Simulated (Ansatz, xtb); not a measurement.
## Two isomers of C3H8Si2

Structure a is `C=C1[SiH2]C[SiH2]1`, a singlet and structure b is `C1=C[SiH2][SiH2]C1`, a singlet. Both are isolated molecules in the gas phase, relaxed with PBE0-D3(BJ)/def2-SVP; the shapes shown needn't be the lowest conformers.

a (Å):

```yaml
atoms:
  - { symbol: C, position_ang: [-0.8985, 1.2053, 0.1987] }
  - { symbol: C, position_ang: [-0.8916, -0.1167, 0.4020] }
  - { symbol: C, position_ang: [-0.8829, -2.7689, 0.8203] }
  - { symbol: Si, position_ang: [0.3147, -1.3366, 1.2055] }
  - { symbol: Si, position_ang: [-2.0855, -1.5335, 0.0070] }
  - { symbol: H, position_ang: [-0.0738, 1.8539, 0.5227] }
  - { symbol: H, position_ang: [-1.7292, 1.7182, -0.3039] }
  - { symbol: H, position_ang: [1.6422, -1.4435, 0.5208] }
  - { symbol: H, position_ang: [0.5548, -1.1089, 2.6660] }
  - { symbol: H, position_ang: [-1.2846, -3.2793, 1.7087] }
  - { symbol: H, position_ang: [-0.4800, -3.5333, 0.1389] }
  - { symbol: H, position_ang: [-3.4186, -1.4348, 0.6820] }
  - { symbol: H, position_ang: [-2.3135, -1.7681, -1.4543] }
```

b (Å):

```tsv
atom	x (Å)	y (Å)	z (Å)
C	0.0400	-1.4854	-1.9578
C	-1.0063	-0.7140	-2.3063
C	0.4786	-1.7619	-0.5437
Si	-2.0111	0.0901	-0.9376
Si	-0.6544	-0.8620	0.7111
H	0.6390	-1.9635	-2.7465
H	-1.2292	-0.5867	-3.3719
H	-1.9969	1.5851	-1.0138
H	-3.4426	-0.3478	-0.9398
H	0.1147	0.1110	1.5462
H	-1.3393	-1.8278	1.6242
H	0.4759	-2.8504	-0.3571
H	1.5298	-1.4507	-0.4100
```

Which of the two would you expect CCSD(T)/def2-SVP + ΔMP2/def2-TZVPP electronic energies to favour?

Structure b; the calculation gives E(b) − E(a) = −23.1 kJ/mol.

How the difference moves with the method:

```
                             level              geometry  E(b) − E(a) (kJ/mol)  departure from the last row (kJ/mol)  job, with rough time for the two
                          GFN2-xTB              GFN2-xTB                   −66.0                                 −42.9              optimisation, 0.26 s
                         HF/STO-3G              GFN2-xTB                   −78.7                                 −55.6              single point, 0.57 s
                r2SCAN-D4/def2-SVP              GFN2-xTB                   −42.5                                 −19.4                 single point, 4 s
              PBE0-D3(BJ)/def2-SVP  PBE0-D3(BJ)/def2-SVP                   −40.6                                 −17.5                optimisation, 35 s
                       HF/def2-SVP  PBE0-D3(BJ)/def2-SVP                   −29.5                                  −6.4           part of the CCSD(T) run
                      MP2/def2-SVP  PBE0-D3(BJ)/def2-SVP                   −33.4                                 −10.3           part of the CCSD(T) run
                  CCSD(T)/def2-SVP  PBE0-D3(BJ)/def2-SVP                   −38.0                                 −14.9                      single point
CCSD(T)/def2-SVP + ΔMP2/def2-TZVPP  PBE0-D3(BJ)/def2-SVP                   −23.1                                                      single point, 44 s
```

As drawn, b has 1 Si–Si, 1 C–C in place of 2 C–Si. Structure a has a 4-membered ring, b a 5-membered ring.

None of the levels shown reverses the order. The largest departure from CCSD(T)/def2-SVP + ΔMP2/def2-TZVPP is that of HF/STO-3G, 55.6 kJ/mol. The last row adds to CCSD(T) the change of the MP2 difference between the two basis sets, here +14.9 kJ/mol, a large step that makes the value less sure.

With thermal terms from frequencies at re-optimised GFN2-xTB minima (ideal gas, soft modes damped towards free rotors, one conformer each, 298.15 K, 1 atm): on the last row, ΔE + ΔZPE = −18.8, ΔH = −20.0, ΔG = −19.5 kJ/mol.

The correlated steps freeze 13 core orbitals. Run with Ansatz 0.2.0, xtb 6.7.1; the last row on 2 threads of Intel(R) Xeon(R) Processor on a shared host.

The preference for b reflects relief of ring strain working against the bond count. Exchanging two strong, polar C–Si bonds for one C–C and one weaker Si–Si bond should by itself favour a. However, a confines an sp² carbon and three other centres to a four-membered ring, whereas the five-membered ring of b allows wider angles and the long Si–Si bond eases closure. Strain relief therefore probably outweighs the loss in bond strength, leaving a moderate net difference.

In the split-valence basis, correlation shifts the balance towards b, while enlarging the basis shifts it back towards a by more. The closeness of HF/def2-SVP to the final value is thus largely a cancellation of omissions. PBE0 lies near CCSD(T) in the same basis, which suggests that much of its remaining departure comes from the basis rather than the functional. The minimal basis exaggerates the preference most, probably because it lacks the polarisation functions needed for bent ring bonds and silicon. The thermodynamic ordering says nothing about the barrier to interconversion.
